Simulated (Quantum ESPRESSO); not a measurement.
# CuO (C2/c): Cu moments and the energy between two collinear spin orders at 0.94 to 1.10 of the measured cell volume, PBEsol+U (6 eV on Cu)

We calculate the Cu site moments of CuO and the energy between two spin orders at six volumes, from 0.94 to 1.10 of the measured cell. The question is how strongly the magnetic coupling responds when all distances shrink or grow together. This matters wherever pressure or a change of lattice size is used to tune a magnetic oxide. The energy is that of the opposed order less that of the parallel order, per Cu atom, so a negative value favours opposed moments. Neither order is the measured one, which needs a larger cell: the opposed order is antiparallel along [10-1], as measured, but also along [101], where the measured order is parallel.

## Method

One system, CuO (C2/c), 4 atom(s) a primitive cell, from measured cells of the Crystallography Open Database (measured order: antiferro along [10-1], ferro along [101] (arxiv:cond-mat/0001176)). Quantum ESPRESSO 7.5, plane waves with GBRV 1.5 PBEsol pseudopotentials, cutoff 544 eV, Fermi-Dirac smearing of 0.05 eV, k meshes whose coarsest spacing along a reciprocal vector is 0.30 to 0.32 1/Å over all runs (2π included). Functional: PBEsol with Hubbard U (eV) Cu 6 on orthogonalised atomic projectors; collinear spins, no spin-orbit coupling. Atoms stay at fixed fractions of the cell and the mesh divisions are held. At each point the moments on Cu are started parallel, opposed (signs +-) and without spin polarisation. Of the opposed order at the middle point, it reverses 0 of 4 magnetic neighbours at 2.93 Å and 4 of 4 magnetic neighbours at 3.11 Å. Runs that did not converge or carry a known fault are not listed. The same in all rows: metal or insulator in the run from the parallel start, judged by its smearing entropy or density of states at the Fermi energy (a gap under a few smearing widths counts as a metal): insulator.

Notes on method and selection:

- Each state is what a run reaches from typed starting moments; only a few collinear orders were started, so the lowest found need not be the ground state. Spin-orbit coupling is left out of these energies, which are free energies at the smearing width. A magnetic atom is one that was given a starting moment.
- Site moments count the spin inside each program's own atomic sphere, so they depend somewhat on its radius and leave out the spin between the spheres.
- Under a Hubbard U the orbital state was not searched.
- Quantum ESPRESSO sets the radius of an element's spheres to about 0.41 of its shortest distance to a neighbour, so it changes from cell to cell and the site moment with it.
- A measured moment is set beside the table only where the run ends ferromagnetic and the measured order is ferromagnetic too.
- Runs that did not converge, have known faults or may not be shown are not listed, and runs on Ansatz's PAW sets soft_1 and soft_2 are kept to separate tables.

Columns:

- volume: cell volume over that of the given cell, shape kept.
- moment (μB): largest site spin moment reached from the parallel start.
- moment, opposed (μB): largest site spin moment reached from the opposed start.
- magnetic distance (Å): shortest distance between magnetic atoms.
- net moment (μB): net spin moment of that run per magnetic atom.
- E(opposed) - E(parallel) (meV): energy of the run from the opposed start less that of the parallel start, per magnetic atom (positive: parallel is favoured); blank where a pattern was lost.

Input lines of one member:

```
&SYSTEM
  ecutwfc = 40
  ecutrho = 280
  nbnd = 35
  occupations = 'smearing'
  smearing = 'fd'
  degauss = 0.00367493
  nspin = 2
  starting_magnetization(1) = 0.0526
  starting_magnetization(2) = 0
/
&ELECTRONS
  conv_thr = 8d-09
  mixing_beta = 0.3
/
K_POINTS automatic
8 8 4 0 0 0
HUBBARD {ortho-atomic}
U Cu-3d 6.0000
```

Command (options for logging and memory left out): `pw.x -in pw.in`

## Computed values

| member | volume | moment (μB) | moment, opposed (μB) | magnetic distance (Å) | net moment (μB) | E(opposed) - E(parallel) (meV) |
| --- | --- | --- | --- | --- | --- | --- |
| 0.94 | 0.94 | 0.692 | 0.624 | 2.841 | 0.99917 | −58.1 |
| 0.97 | 0.97 | 0.693 | 0.629 | 2.871 | 0.99941 | −55.0 |
| 1 | 1.00 | 0.694 | 0.633 | 2.900 | 0.99955 | −52.2 |
| 1.03 | 1.03 | 0.694 | 0.637 | 2.929 | 0.99964 | −49.5 |
| 1.06 | 1.06 | 0.694 | 0.640 | 2.957 | 0.99970 | −47.1 |
| 1.1 | 1.10 | 0.693 | 0.642 | 2.994 | 0.99975 | −44.2 |

Least-squares fits to the whole series, with x = volume; R² and errors in the fitted variable (y, or ln y where the fit is in ln y):

| y | members | fit | R² | rms residual | leave-one-out rms | the same for the mean of the others |
| --- | --- | --- | --- | --- | --- | --- |
| E(opposed) - E(parallel) (meV) | 6 | y = −263.784 + 331.586 x − 119.967 x² | 1.00 | 0.020 | 0.031 | 5.6 |
| net moment (μB) | 6 | y = 0.97072 + 0.053214 x − 0.024394 x² | 0.99 | 1.6×10⁻⁵ | 5.5×10⁻⁵ | 2.4×10⁻⁴ |

## Why the values move as they do

The opposed order is lower at all six volumes, and its advantage shrinks from 58.1 meV per Cu at 0.94 to 44.2 meV at 1.10. The site moment in the parallel order stays between 0.692 and 0.694 μB, while that in the opposed order rises from 0.624 to 0.642 μB.

A two-parameter model of the energy follows from superexchange.

1. Each Cu²⁺ ion carries a fixed spin of 1/2. The net moment of the parallel run, within 0.001 μB of 1 per Cu, supports this. The site moment is smaller because part of the spin sits on oxygen and between the spheres.

2. A pair of spins has the energy J S₁·S₂, with J positive when antiparallel spins are favoured. For classical spins of 1/2, turning a parallel pair antiparallel changes its energy from +J/4 to −J/4. Half of that change belongs to each atom, so E(opposed) − E(parallel) = −¼ ΣJ per Cu, summed over the links of one Cu atom to the other Cu sublattice. The link along [10-1], with the most open Cu–O–Cu angle, should contribute most.

3. Superexchange gives J ∝ t²/W, where t is the effective Cu–Cu hopping through oxygen and W is the energy cost of the transfer, taken as constant.

4. The cell shape and atomic fractions are held, so the bond angles do not change and every distance d scales as v^(1/3), where v is the relative volume. With t ∝ d^(−n), J ∝ v^(−2n/3).

The result is E(opposed) − E(parallel) = −A v^(−m), with m = 2n/3.

The moments fit the same picture. Transfer to a neighbouring Cu is open between opposed spins and blocked between parallel ones, and it lowers the site moment. The gap between the two site moments narrows from 0.692 − 0.624 = 0.068 μB at 0.94 to 0.693 − 0.642 = 0.051 μB at 1.10. The ratio 0.051 / 0.068 = 0.75 is close to the energy ratio 44.2 / 58.1 = 0.76.

## Testing the model

We fix the model on the two end members, 0.94 and 1.10, and use it for the four between them.

The exponent is m = ln(58.1 / 44.2) / ln(1.10 / 0.94) = 1.74.

The prefactor is A = 58.1 × 0.94^1.74 = 52.17 meV per Cu.

The energies of the opposed order relative to the parallel order are then:

- Member 0.97: −52.17 × 0.97^(−1.74) = −55.01 meV; the table has −55.0 meV.
- Member 1: −52.17 × 1 = −52.17 meV; the table has −52.2 meV.
- Member 1.03: −52.17 × 1.03^(−1.74) = −49.56 meV; the table has −49.5 meV.
- Member 1.06: −52.17 × 1.06^(−1.74) = −47.14 meV; the table has −47.1 meV.

The largest miss is 0.06 meV, about the size of the printed rounding. Predicting each member by the mean of the others gives a typical error of 5.6 meV. The agreement supports the power-law form, but it does not prove that superexchange is the cause, since other smooth curves can fit so narrow a range as well.

The curvature is real at this precision. A straight line through the same two end members has a slope of (58.1 − 44.2) / (1.10 − 0.94) = 86.9 meV per unit of relative volume. At 1.03 it gives −58.1 + 86.9 × 0.09 = −50.3 meV, which is 0.8 meV too negative.

## Members off the line

Largest departures from the fit to the whole series:

| member | E(opposed) - E(parallel) (meV) | fit | computed − fit | in rms residuals |
| --- | --- | --- | --- | --- |
| 1 | −52.2 | −52.2 | 0.0 | 1.8 |
| 1.03 | −49.5 | −49.5 | 0.0 | 1.2 |
| 0.97 | −55.0 | −55.0 | 0.0 | 1.2 |
| 0.94 | −58.1 | −58.1 | 0.0 | 0.2 |

Within the six volumes the power law shows no departure that calls for a cause. It is the size of the exponent that contradicts the simplest microscopic reading. If the Cu–O hopping varies roughly as d^(−3.5), a common rule of thumb for hopping between p and d orbitals, and two such steps make up t, then n = 7 and m = 2 × 7 / 3 = 4.67. Starting from 44.2 meV at 1.10, the advantage at 0.94 would then be 44.2 × (1.10 / 0.94)^4.67 = 92 meV, against 58.1 meV in the table. That is about 34 meV too much.

The likeliest weak point is the third assumption, with its constant transfer cost and its implied weak hopping. Compression strengthens the electrostatic potential that separates the Cu and O levels, which raises the cost of transfer. The Cu–O hopping is also not small beside that cost, so J grows more slowly than perturbation theory says. Ferromagnetic contributions that strengthen at short distance would act in the same direction. The shares of these three causes remain open.

## What to take away

From 0.94 to 1.10 of the measured volume, at fixed cell shape and atomic fractions, a compression of 1% strengthens the preference for opposed moments by about 1.7%. The Cu moment in the parallel order hardly responds.

The size of these energies also depends on the chosen U. A smaller U lowers the cost of transfer between Cu atoms, so it should make the difference more negative. Relaxing the oxygen atoms along b would change the Cu–O–Cu angles away from the measured volume and so could alter the exponent, with a sign and size we do not know.

[Logs are printed without paths, hosts, clocks, repeated set-up lines and the standing remarks that a program may print on its own settings, such as how far it seeks lower states.]
